## How far does the gap of rutile-type SiO₂ fall when the crystal is stretched?

In the dense, rutile-type form of SiO₂ each silicon atom has six oxygen neighbours. The table follows its band gap, the energy between the highest filled and the lowest empty electron state, as the cell is made larger or smaller. The gap of the largest cell is left open, and the task is to forecast it.

Rutile-type SiO₂ (space group P4₂/mnm, 6 atoms per cell), computed with Ansatz 0.2.0 using all-electron LAPW and the PBE functional, scalar-relativistic and without spin polarization. All cells have the atoms at the same relative positions, a 6×6×9 k mesh, Fermi-Dirac smearing of 0.03 eV and a basis error target of 1 meV/atom.

| volume (Å³/atom) | c/a | shortest distance (Å) | band gap (eV) | smallest direct gap on path (eV) |
| --- | --- | --- | --- | --- |
| 7.303 | 0.6382 | 1.721 | 6.784 | 6.784 |
| 7.458 | 0.6382 | 1.733 | 6.387 | 6.387 |
| 7.614 | 0.6382 | 1.745 | 6.005 | 6.005 |
| 7.691 | 0.6318 | 1.746 | 5.860 | 5.860 |
| 7.769 | 0.6382 | 1.756 | 5.639 | 5.639 |
| 7.847 | 0.6382 | 1.762 | 5.462 | 5.462 |
| 7.925 | 0.6382 | 1.768 | 5.288 | 5.288 |
| 7.925 | 0.6319 | 1.764 | 5.325 | 5.325 |
| 8.080 | 0.6382 | 1.780 | 4.951 | 4.951 |
| 8.235 | 0.6382 | 1.791 | ? | ? |

Eight of the ten cells have the same ratio c/a of their edges, and in these every distance grows in the same proportion. The atoms keep their relative places in the cell and don't settle into new ones, so the rows describe pure scaling rather than a crystal under a real press. The pressure in the same runs changes sign between 7.925 and 8.080 Å³/atom. The cell in question is therefore stretched beyond its natural size.

### Which edge of the gap moves

One simple picture says that squeezing a solid widens its bands and so closes the gap. Here the gap does the opposite. From 7.458 to 8.080 Å³/atom the upper valence band, which comes mainly from oxygen 2p states, narrows by 0.47 eV, yet the gap shrinks by 1.44 eV. The width of the valence band doesn't govern this trend, so it helps to look at the levels at the gap itself.

To see which of them moves, one needs a mark that can be found in every cell, because energies in different cells have no common zero. Deep core levels can serve. Measured from the oxygen 1s level, the conduction edge falls by 1.35 eV over the same rows and the valence edge rises by 0.09 eV. Measured from silicon 2s, the figures are 1.11 and 0.33 eV. The exact share depends on the mark, but with both of them the conduction edge does most of the moving.

Chemistry offers a reason, although the runs give no orbital characters to confirm it. The top of the valence band in such an oxide consists largely of oxygen 2p orbitals that take little part in bonding, so bond length affects it weakly. The lowest conduction state is s-like and antibonding between silicon and oxygen: its energy is high because the orbitals of the two atoms overlap out of phase. Longer bonds weaken the overlap, and the state sinks towards the valence band.

Other conduction levels sink towards the valence band too, but the lowest one sinks fastest. Between 7.458 and 7.614 Å³/atom the bottom of the lowest conduction band drops by 0.38 eV relative to the valence top, while that of the next band drops by only 0.08 eV. Stretching thus draws the two apart, and the same state should still form the conduction edge in the largest cell.

### From bond length to a formula

Take two levels a distance $\Delta$ apart, coupled by an overlap energy $W$. The coupling pushes the upper one up by

$$\sqrt{(\Delta/2)^2+W^2}-\Delta/2 .$$

If $W$ is small compared with $\Delta$, the push is close to $W^2/\Delta$; if $W$ is large, it is close to $W$ itself. A simple rule lets $W$ vary with bond length $d$ as $1/d^2$. With $\Delta$ held fixed, the push then goes as $1/d^4$ in the first limit and as $1/d^2$ in the second.

A real bond lies somewhere between, and $1/d^3$ is the simplest intermediate choice. Since $d^3$ is proportional to the volume $V$ when the shape is kept, the gap becomes a straight line in $1/V$:

$$E_\mathrm{g}=A+B\,\frac{V_0}{V},\qquad V_0=7.769\ \text{Å}^3/\text{atom}.$$

Fitted to the seven known cells of equal shape, the line has $A=-12.28$ eV and $B=17.92$ eV; the output after this text gives the details. $A$ is not the gap of a fully expanded crystal, because the line holds only over the narrow range of the table. Nor can it be read as the gap without coupling: a value so far below zero would put the uncoupled silicon level implausibly deep below the oxygen 2p states. Coupling at fixed $\Delta$ thus suggests the form of the curve, but it doesn't account for the full size of the fall.

The formula also reproduces a finer feature. The change of the gap per relative change of volume is called its deformation potential, and it isn't constant here. In the table its size drops from 18.9 eV in the first step between cells of equal shape to 17.4 eV in the last known one. A line in $1/V$ has this behaviour built in, since its slope per relative volume change is $-B\,V_0/V$.

### The forecast

For the largest cell $V_0/V=7.769/8.235=0.9434$, so

$$E_\mathrm{g}\approx-12.28+17.92\times0.9434\approx4.63\ \text{eV}.$$

The forecast is 4.626 eV, with a range of 4.61 to 4.64 eV. The range covers the choice of power: the $1/d^2$ law, fitted to the same cells, gives 4.615 eV and the $1/d^4$ law 4.638 eV. Because c/a is that of the fitted cells, no correction for shape is needed. The gap should also stay direct, with both edges at the same point of the Brillouin zone, so that the smallest direct gap equals the band gap.

The withheld rows as computed:

| volume (Å³/atom) | c/a | shortest distance (Å) | band gap (eV) | smallest direct gap on path (eV) |
| --- | --- | --- | --- | --- |
| 8.235 | 0.6382 | 1.791 | 4.627 | 4.627 |

The computed gap is 4.627 eV, about 0.001 eV above the forecast and well inside its range. The gap is direct, as forecast. The $1/d^2$ law comes out 0.012 eV too low and the $1/d^4$ law 0.011 eV too high, so the intermediate power does best of the three laws tried here.

This success supports the formula more than the mechanism behind it. The new cell is only about 2 % larger than the last known one, and any smooth curve with the right bend would have come close. The electrostatic field of the ions also changes with volume, and the table can't separate its part from that of the overlap. The functional used here, PBE, makes gaps too small, so the changes deserve more trust than the absolute values.

### Using the result for a strained crystal

Two cells, at 7.691 and in the second row at 7.925 Å³/atom, were left out of the fit because their c/a is about 1 % lower. One was made by shortening c, the other by lengthening both a edges. Both have a gap about 0.04 eV above the line for their volume. The two cells have nearly the same shape and differ in size, so the correction for shape hardly changes with volume between them.

This gives a practical rule for small strains of this crystal near 7.769 Å³/atom that keep the two a edges equal and the atoms at their relative places. First work out the change of volume and take 0.18 eV off the gap for each per cent of growth; then add 0.04 eV if c/a has dropped by 1 %. Shortening c by 1 % lowers both the volume and c/a by 1 %, so the gap should rise by $0.18+0.04=0.22$ eV, and the table has $5.860-5.639=0.221$ eV. This shows how the rule works but doesn't test it, since the 0.04 eV was read from the same strained cells. A slightly higher c/a is expected to lower the gap by about as much, because each edge of the gap is a single level, and such a level shifts in proportion to a small strain. No cell in the table has a higher c/a to test this.

Output of the analysis:

```
fit of band_gap on 7 rows (iso): constant -12.28 +/- 0.0077, coefficient of x3 17.92 +/- 0.0077; rms 0.000569, worst 7.769 0.00118, leave-one-out rms 0.00082
  rows outside the fit (model, value, miss): 7.691 5.822, 5.86, -0.0381; 7.925 5.288, 5.325, -0.0375; 8.235 4.626, 4.627, -0.000676
fit of band_gap on 7 rows (iso): constant -21.35 +/- 0.068, coefficient of x2 26.99 +/- 0.068; rms 0.00335, worst 8.08 -0.00508, leave-one-out rms 0.00571
  rows outside the fit (model, value, miss): 7.691 5.825, 5.86, -0.0348; 7.925 5.288, 5.325, -0.0374; 8.235 4.615, 4.627, -0.012
fit of band_gap on 7 rows (iso): constant -7.741 +/- 0.026, coefficient of x4 13.38 +/- 0.026; rms 0.0026, worst 8.08 0.00424, leave-one-out rms 0.00446
  rows outside the fit (model, value, miss): 7.691 5.819, 5.86, -0.0414; 7.925 5.287, 5.325, -0.0376; 8.235 4.638, 4.627, 0.0106
Fall of gap from 7.303 to 8.080 Å³/atom (eV): 1.833
Fall of gap per unit of ln V, first step 7.303 to 7.458 (eV): 18.9
Fall of gap per unit of ln V, last known step 7.925 to 8.080 (eV): 17.4
Fall of gap for 1 % more volume near 7.769, from the 1/V fit (eV): 0.1792
Gap above the equal-shape curve, strained row 7.691 (eV): 0.03811
Gap above the equal-shape curve, strained row 7.925 (eV): 0.0375
Conduction edge against O 1s, change from 7.458 to 8.080 (eV): -1.346
Valence edge against O 1s, change from 7.458 to 8.080 (eV): 0.08941
Conduction edge against Si 2s, change from 7.458 to 8.080 (eV): -1.109
Valence edge against Si 2s, change from 7.458 to 8.080 (eV): 0.3269
Second conduction level at Γ against valence top, change from 7.458 to 7.614 (eV): -0.07778
Lowest conduction level at Γ against valence top, same step (eV): -0.3813
Distance of the two lowest conduction levels at Γ, 7.458 (eV): 0.4746
Distance of the minima of the two lowest conduction bands, 8.080 (eV): 1.587
Change of O 2p valence band width from 7.458 to 8.080 (eV): -0.4703
Smallest direct gap less gap in the withheld row (eV): 0
```
